A process engineer wants to relax the tantalum suboxide Ta₄O cheaply and lowers the wave cutoff, the highest kinetic energy of the plane waves that build the orbitals. The table compares each cutoff with a reference run at 850 eV for the same fixed atoms. "Energy less reference" and "pressure less reference" are errors against that run, and "largest force change" is the greatest error in any force component.

Ansatz 0.2.0, scalar-relativistic PBE with plane waves and PAW (soft_2 datasets), for Ta4O (P4/mmm, 5 atoms, a = 3.258 Å, c = 7.409 Å) without spin polarisation. All runs use a 12×12×6 k mesh, Gaussian smearing of 0.1 eV and a density cutoff four times the wave cutoff; the reference wave cutoff is 850 eV. Energies are taken at zero smearing, and pressure is positive in compression.

```
wave cutoff (eV)  energy less reference (meV/atom)  pressure less reference (GPa)  largest force change (eV/Å)
             150                             10700                          0.577                         3.41
             200                              2220                          0.208                        0.249
             250                               455                         -0.358                         0.14
             300                              99.4                          0.018                       0.0242
             350                              23.0                          0.015                      0.00806
             380                              8.70                           0.02                      0.00297
             420                              2.12                          0.008                       0.0004
             460                             0.787                          0.005                      0.00094
             520                             0.569                          0.005                      0.00088
             600                             0.286                          0.003                      0.00046
             700                             0.142                          0.001                      0.00028
```

**(a) At 200 eV the pressure is within about 0.2 GPa of the reference. Is this cutoff good enough for a relaxation, and which numbers decide?**

It is not good enough, and the forces and stresses decide. The energy at 200 eV is still 2.2 eV per atom too high, but a relaxation follows the forces, and these are wrong in kind. On one of the two Ta atoms that feel a force, the reference gives −0.057 eV/Å along c, whereas the run at 200 eV gives +0.19 eV/Å. A relaxation would start by pushing this atom the wrong way.

The stress shows why the pressure gave no alarm. At 200 eV it is wrong by −1.1 GPa along each of the two a axes and by +2.9 GPa along c. Pressure is the average over the three axes, so these errors nearly cancel. Anyone who relaxes the shape of the cell needs the separate components, and they are far from converged.

The pressure column also carries a warning of its own. The reference pressure is only −0.84 GPa, so an error of 0.2 GPa is a quarter of it. From 200 to 250 eV the energy error falls about fivefold, yet the pressure error grows and changes sign. An error that passes through zero can be small at a poor setting.

The same trap appears in the forces at 420 eV, where the change is smaller than at 460 eV. The signed force on the Ta atom runs from −0.060 eV/Å at 380 eV to −0.056 at 460 eV and crosses the reference value on the way. The run at 420 eV lies close to the crossing and is not better converged than the next one.

**(b) Why is the energy so far off at low cutoff, and why does it recover so fast?**

Consider two limits. A perfectly even electron density needs hardly any short waves, so a low cutoff would do. An orbital squeezed into a small region needs many, and a low cutoff forces it to spread out, which raises its energy. Ta₄O is near the second limit: the calculation treats the compact 5s and 5p shells of Ta explicitly, and the 2p shell of O is compact as well, because no inner p shell keeps it away from the nucleus. The table does not tell how the error divides between Ta and O.

The fast recovery has to do with the PAW method. A true s orbital has a cusp at the nucleus, and the short waves in a cusp die out only slowly. The outer orbitals of Ta also oscillate close to the nucleus, which takes more short waves. PAW replaces the orbital near each nucleus by a smooth curve and adds the difference back from stored atomic functions. The plane waves have to build only the smooth part.

Suppose that the share of a wave in this smooth part falls off as a Gaussian in its wave number G. The kinetic energy of the wave grows as G², so the energy lost with the discarded waves falls roughly exponentially with the cutoff. A straight line through the logarithm of the energy error, fitted to the six rows from 150 to 380 eV, meets each of them within about 5 %. The error drops tenfold for every 75 eV. More compact orbitals, or a dataset that smooths them less, would be expected to make this step longer.

The two next rows were not in the fit. The law gives 2.5 meV per atom at 420 eV, where the table has 2.1, and it also comes close at 460 eV. That second match is weaker than it looks, because most of the error at 460 eV is still there at 520 eV, where the law has almost died out. An exponential in the square root of the cutoff does worse, with errors almost twice too large at both 420 and 460 eV.

A slow tail of less than 1 meV per atom matters already at 460 eV, and from 520 eV on the law fails. The cause of the tail is open. The grid for the density was refined together with the wave cutoff, so no row separates the two effects, and the reference has an unknown error of its own.

**(c) Why does an energy error of electronvolts leave so small an error in the pressure, yet spoil the force?**

Start from the limit in which the energy error belongs entirely to the atoms. It would then be the same number at every volume and for every position of the atoms. Pressure and force are slopes of the energy, so a constant error would leave both untouched.

There is a catch for the pressure. The direct stress formula keeps the number of plane waves fixed while the cell expands. The waves stretch with the cell, the actual cutoff E falls as V^(−2/3), and the energy error ΔE rises. The crystal then seems to resist expansion, which appears as a false negative pressure, known as Pulay stress:

p = (2/3) (E/V) dΔE/dE

For 200 eV, a row that was part of the fit, the fitted slope of the logarithm is −0.0308 per eV and the volume V is 15.72 Å³ per atom:

- dΔE/dE = −0.0308 × 2.22 ≈ −0.068
- p ≈ (2/3) × 200 eV × (−0.068) / 15.72 Å³ ≈ −0.58 eV/Å³, or roughly −100 GPa

The pressures in the table are already corrected for this effect. If the correction is exact, what is left at 200 eV means that a volume change of 1 % alters the energy error by only 0.2 meV per atom, out of 2220. This is not just the luck of a change of sign nearby, for in no row does the figure exceed 0.6 meV, not even at 150 eV. On that condition the energy error hardly depends on the volume, as in the limit above, and the small pressure error is owed to the correction, not to a good basis.

The stress components are less fortunate. When the cell is stretched along c at constant volume, the sphere of retained waves becomes an ellipsoid. If the discarded waves matter more in one direction than in another, a false stress remains, and a correction of the average pressure cannot remove it. This could explain the opposite errors along a and c, but these runs do not test it. That would take energies of slightly strained cells at the same cutoff.

Plane waves do not move with the atoms, so the force needs no such correction. It is the true slope of an incomplete energy. At 200 eV the force error is only about 2 % of the cell's energy error for each ångström of displacement, so here too most of the error is constant. But the cell's error is 11 eV, and 2 % of that per ångström is several times the small force being sought.

This gives the engineer a rule for reading such a table: compare each error with the quantity wanted, with its sign and component by component. By that measure the runs from 420 eV up are sound, with force errors below 0.001 eV/Å, and the program itself flags 380 eV and below as too low. Energy differences between two structures at equal cutoff may be much better than the energies here, but these runs do not test that. The printed output after this text lists the signed forces, the stress errors and the fits.

The analysis program printed:

```
fit of lnE on 6 rows (wave_cutoff < 400): constant 13.86 +/- 0.057, coefficient of wave_cutoff -0.03079 +/- 0.0002; rms 0.0323, worst 350 -0.0471, leave-one-out rms 0.0487
  rows outside the fit (model, value, miss): 420 0.9331, 0.7514, 0.182; 460 -0.2984, -0.2395, -0.0589; 520 -2.146, -0.5639, -1.58; 600 -4.609, -1.252, -3.36; 700 -7.688, -1.952, -5.74
fit of lnE on 6 rows (wave_cutoff < 400): constant 21.48 +/- 0.46, coefficient of sqrt(wave_cutoff) -0.9813 +/- 0.028; rms 0.14, worst 380 0.19, leave-one-out rms 0.257
  rows outside the fit (model, value, miss): 420 1.372, 0.7514, 0.621; 460 0.4361, -0.2395, 0.676; 520 -0.8945, -0.5639, -0.331; 600 -2.554, -1.252, -1.3; 700 -4.48, -1.952, -2.53
cutoff step that lowers the energy error tenfold (eV): 74.78
Signs of failure (false pressure 0 means not estimated):
  row  Ta force eV/A  force over reference  stress error along a GPa  stress error along c GPa  false pressure size GPa  energy error change per 1 % volume meV/atom  force change over cell energy error %/A  energy error over exponential law
  150          3.351                -58.53                    -3.845                     9.422                    335.7                                      -0.5663                                    6.374                              1.032
  200         0.1922                -3.358                    -1.145                     2.914                    92.86                                      -0.2041                                    2.243                             0.9984
  250        -0.1975                 3.451                   -0.2496                   -0.5732                    23.79                                       0.3514                                    6.154                              0.954
  300        -0.0814                 1.422                   0.07797                   -0.1007                    6.237                                     -0.01767                                    4.869                             0.9717
  350       -0.06531                 1.141                   0.03811                   -0.0305                    1.684                                     -0.01472                                    7.009                              1.048
  380       -0.06021                 1.052                    0.0326                 -0.003299                   0.6914                                     -0.01963                                    6.828                             0.9986
  420       -0.05684                0.9929                   0.00789                  0.009293                        0                                    -0.007852                                    3.774                             0.8338
  460       -0.05631                0.9836                   0.00279                  0.009411                        0                                    -0.004907                                    23.89                              1.061
  520       -0.05636                0.9846                    0.0033                  0.008326                        0                                    -0.004907                                    30.93                              4.864
  600       -0.05679                 0.992                   0.00287                  0.005061                        0                                    -0.002944                                    32.17                              28.71
  700       -0.05696                0.9951                   0.00112                  0.002916                        0                                   -0.0009814                                    39.44                              309.8
pressure error at 250 eV over that at 200 eV, sizes only: 1.721
```
